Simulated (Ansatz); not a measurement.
CH7ClSi2 (SMILES [SiH3]C[SiH2]Cl): the energy, rung by rung

CH7ClSi2 has 11 atoms, charge 0, and is taken as a singlet. As SMILES, `[SiH3]C[SiH2]Cl`. The shape is that of a PBE0-D4/def2-TZVP optimisation. This is one conformer, not always the lowest.

```xyz
11

Si    1.0063    1.2856   -0.1829
C    -0.5704    0.2827   -0.3561
Si   -0.4998   -1.3974    0.4290
Cl   -2.2875   -2.3883    0.1587
H     0.8543    2.6107   -0.8388
H     1.3239    1.4976    1.2542
H     2.1433    0.5667   -0.8163
H    -1.3974    0.8443    0.0911
H    -0.7972    0.1627   -1.4208
H     0.5615   -2.2288   -0.1877
H    -0.2715   -1.2928    1.8902
```

Quantity: the energy change with the Si1–H6 bond stretched from 1.487 to 2.230 Å, in eV. The values are calculated.

```tsv
level	kind	program	value (eV)	less CCSD(T)/def2-SVP	CPU time (all runs)
HF/def2-SVP (restricted)	Hartree–Fock	Ansatz	2.22	+0.26	7.1 s
r2SCAN/def2-SVP (restricted)	meta-GGA	Ansatz	1.92	-0.04	38 s
B3LYP/def2-SVP (restricted)	global hybrid	Ansatz	1.93	-0.03	22 s
BHLYP/def2-SVP (restricted)	global hybrid	Ansatz	2.12	+0.16	24 s
wB97X/def2-SVP (restricted)	range-separated hybrid	Ansatz	2.04	+0.08	72 s
MP2/def2-SVP (restricted)	perturbation theory	Ansatz	2.13	+0.17	8.9 s
CCSD(T)/def2-SVP (restricted)	coupled cluster or CI	Ansatz	1.96	0.00	59 s
CCSD/def2-SVP (restricted)	coupled cluster or CI	Ansatz	2.00	+0.04	42 s
```

CCSD(T)/def2-SVP (restricted) is the highest level here, not the true value. The first shape isn't each level's own minimum. The values span 1.92 to 2.22 eV. CPU times are rough (shared hosts, several kinds of processor and program).

Stretching the Si–H bond costs most at the Hartree–Fock level, 2.22 eV against 1.96 eV with CCSD(T). As the σ and σ* orbitals draw closer, left-right correlation grows, and a single closed-shell determinant keeps too much ionic character in the stretched bond. Correlation therefore stabilises the stretched geometry more than the starting one. MP2 recovers only part of this differential effect, whereas CCSD recovers most of it. The small further lowering from triples suggests that the bond is not yet in the strongly multireference regime, where a restricted reference would fail.

Among the functionals, r2SCAN and B3LYP lie slightly below CCSD(T), while BHLYP, with its larger share of exact exchange, lies well above. Semilocal exchange probably mimics some of the left-right correlation that exact exchange lacks, though the functionals differ in their correlation parts too. The close match of r2SCAN and B3LYP to CCSD(T) need not survive in a larger basis, since coupled-cluster correlation energies converge more slowly with basis size than density-functional energies.
